**Q:** I have the shieldings of a phosphide ether, CH₃–O–CH₂–CH₂–PH⁻, for six positions of the bond between oxygen and its CH₂ neighbour. In the numbering of the table the first atom is the carbon next to phosphorus, the second the OCH₂ carbon, the third oxygen and the fourth the methyl carbon. The dihedral is the C–C–O–C angle, which I call $\phi$. Oxygen responds far more than the carbons. Is that because turning the bond moves electron density on to oxygen or away from it?

Non-relativistic isotropic GIAO shieldings of the anion C3H8OP⁻ (SMILES COCC[PH-]) from PySCF 2.14.0 at PBE0/pcSseg-1 with density fitting, gas phase. Geometries were relaxed with GFN2-xTB with the dihedral angle held. The angle runs through non-hydrogen atoms 4, 3, 2 and 1, numbered from 1 in SMILES order and called first to fourth atom in that sequence.

| dihedral (°) | shielding of second atom (ppm) | shielding of third atom (ppm) | shielding of fourth atom (ppm) |
| --- | --- | --- | --- |
| 30 | 105.8 | 334.0 | 134.2 |
| 120 | 97.1 | 304.5 | 126.8 |
| 150 | 95.5 | 297.7 | 126.3 |
| 180 | 94.6 | 290.4 | 126.5 |
| 210 | 93.4 | 314.2 | 125.8 |
| 300 | 92.9 | 299.9 | 126.9 |

**A:** It is a natural thought, since electrons around a nucleus do shield it. The same calculation lets you test it, because it splits each shielding into two parts. The diamagnetic part reflects how much electron density surrounds the nucleus and how closely. The paramagnetic part is usually negative and comes from the way the magnetic field distorts the orbitals. How the total is shared between them is a matter of convention, but here the result is lopsided: the oxygen shielding spans 43.6 ppm over the six rows, its diamagnetic part only 1.6 ppm. At 180°, where oxygen is least shielded, the diamagnetic part is even at its largest.

**Q:** So it is not extra density shielding the nucleus directly. What does the paramagnetic part respond to?

**A:** The field mixes occupied orbitals, the lone pairs of oxygen among them, with empty ones. Theory says that this mixing deshields more strongly when the empty orbitals lie lower and when both partners have weight close to the oxygen nucleus. Turning the CH₂ group changes which of its bonds line up with the lone pairs, and so changes the mixing. The position of the charged phosphide arm can change it too. The numbers show that the paramagnetic part carries the trend; this orbital picture of why it changes is the theoretical argument.

**Q:** If the alignment matters, a Karplus-type curve in $\phi$ should do the job:

$$\sigma(\phi)=a+b\cos\phi+c\cos 2\phi,$$

with $\sigma$ the oxygen shielding and $a$, $b$, $c$ constants.

**A:** Before you fit anything, compare the rows at 150° and 210°. An angle of 210° is the same as −150°, so the two held angles are mirror images of each other. Mirror-image molecules have the same isotropic shieldings. If $\phi$ alone decided the matter, both rows would therefore have to give the same value.

**Q:** They don't. Oxygen has 297.7 ppm at 150° and 314.2 ppm at 210°.

**A:** And that sets a limit on every curve of your kind, however many cosines you add. Any such curve gives one value for both rows, and the best compromise is halfway between them. It is then wrong by

$$\frac{314.2-297.7}{2}\approx 8\ \text{ppm}$$

at each of the two angles. Your three-constant form, fitted to all six rows, has a typical error of 10 ppm and falls 14 ppm short at 210°, as the printed output below shows.

**Q:** Then what differs between the two rows, if not the angle?

**A:** The shape of the rest of the molecule. Take the relaxed structure at 150° and reflect it: you get a perfectly good structure at 210°, with the same energy as before. The structure actually found at 210° lies 16 kJ/mol higher. It is therefore another conformer, and not the most stable one at that angle.

**Q:** Can I tell which part of the molecule has turned?

**A:** Phosphorus gives a hint. Its shielding stays between 542 and 544 ppm from 120° to 180°, then drops to 484 ppm at 210°. A rotation within the CH₂–CH₂–PH arm would explain that well, though it remains an inference from the shieldings. At 300° it is lower still, at 446 ppm, so that row probably has a different arm as well. At 30° it is 528 ppm, a smaller change that leaves the question open.

**Q:** Then I could keep to 120°, 150° and 180°, where the arm seems to stay put, and fit a single cosine there.

**A:** You could, and it would look tempting. Fitted to those three rows, it reads

$$\sigma(\phi)=318.2+26.2\cos\phi\quad\text{(in ppm)}.$$

Now try it at 300°, which was not part of the fit. The cosine is 0.5, so the curve predicts $318.2+13.1=331.3$ ppm, while the calculation gives 299.9 ppm. The miss of 31 ppm is most of the whole span of the oxygen column.

**Q:** But it comes within 7 ppm at 30°, which was not in the fit either.

**A:** One near hit beside two large misses is weak support, for the curve also falls 19 ppm short at 210°. There is a sign of trouble even inside the fitted range. A smooth curve that is the same on both sides of 180° must become flat there, and for a single cosine the step from 150° to 180° should be little more than a third of the step before it. The computed steps are −6.8 and −7.3 ppm, so the fall does not slow down at all.

**Q:** Why is it allowed to keep falling? At 180° the chain C–C–O–C is flat, and left and right look the same.

**A:** Along that chain they do, but not in the whole molecule. With a mirror plane, the two hydrogens on the carbon next to phosphorus would be equivalent. At 180° their shieldings differ by 1.9 ppm, so the arm makes the molecule handed. For a handed molecule, turning the bond one way from 180° is not the same as turning it the other way, and nothing forces the curve to be flat.

**Q:** Does the same caution apply to the methyl carbon? I had hoped to read a gauche effect from it, but 300° and 180° differ by only 0.4 ppm.

**A:** It does. Those two rows probably differ in the arm as well as in the held angle, so the comparison neither shows a gauche effect nor rules one out.

**Q:** How far can I trust all this for an anion?

**A:** The highest occupied orbital comes out unbound, and the basis lacks the diffuse functions that an anion needs, so the sizes in ppm may well change in a better calculation. The mirror argument is safer, because mirror images have equal shieldings in any basis.

**Q:** And if I turn the same bond in another ether?

**A:** Ask first whether the rest of the molecule can keep a mirror plane when $\phi$ is 180°. If it does, the oxygen curve is the same on both sides and flat at 180°, and a few cosines are a sensible start. If the rest is handed, expect two curves that are mirror images of each other and cross at 180°. A scan that slips from one conformer to another then can show a jump that no smooth function of $\phi$ alone can describe.

Printed output of the fit:

```
Oxygen parts and signs of the conformer:
  row  O diamagnetic ppm  O paramagnetic ppm  P shielding ppm  relative energy kJ/mol
   30              397.1              -63.09            527.9                   20.98
  120              398.3              -93.83            544.2                   8.428
  150              398.4              -100.7            542.2                   4.629
  180              398.7              -108.3            541.9                       0
  210              397.7              -83.48            483.8                   21.04
  300              397.2              -97.31            445.6                   16.11
Span of the O shielding, ppm: 43.6
Span of its diamagnetic part, ppm: 1.603
O shielding, 210 less 150 degrees, ppm: 16.5
Least possible worst error of any even curve for O, ppm: 8.25
OCH2 carbon, 210 less 150 degrees, ppm: -2.1
Methyl carbon, 210 less 150 degrees, ppm: -0.5
P shielding, 210 less 150 degrees, ppm: -58.4
Energy, 210 less 150 degrees, kJ/mol: 16.41
O change from 120 to 150 degrees, ppm: -6.8
O change from 150 to 180 degrees, ppm: -7.3
Second step over first step for a single cosine: 0.366
Difference of the two hydrogens next to P at 180 degrees, ppm: 1.885
Methyl carbon, 300 less 180 degrees, ppm: 0.4
Methyl carbon, 30 less 180 degrees, ppm: 7.7
fit of O on 6 rows: constant 309.4 +/- 6.6, coefficient of cosphi 14.82 +/- 8.7, coefficient of cos2phi 8.161 +/- 11; rms 10.1, worst 210 -13.6, leave-one-out rms 26.7
fit of O on 3 rows ((angle >= 120) & (angle <= 180)): constant 318.2 +/- 6.2, coefficient of cosphi 26.17 +/- 7.6; rms 1.6, worst 150 -2.19, leave-one-out rms 8.33
  rows outside the fit (model, value, miss): 30 340.8, 334, 6.83; 210 295.5, 314.2, -18.7; 300 331.3, 299.9, 31.4
```
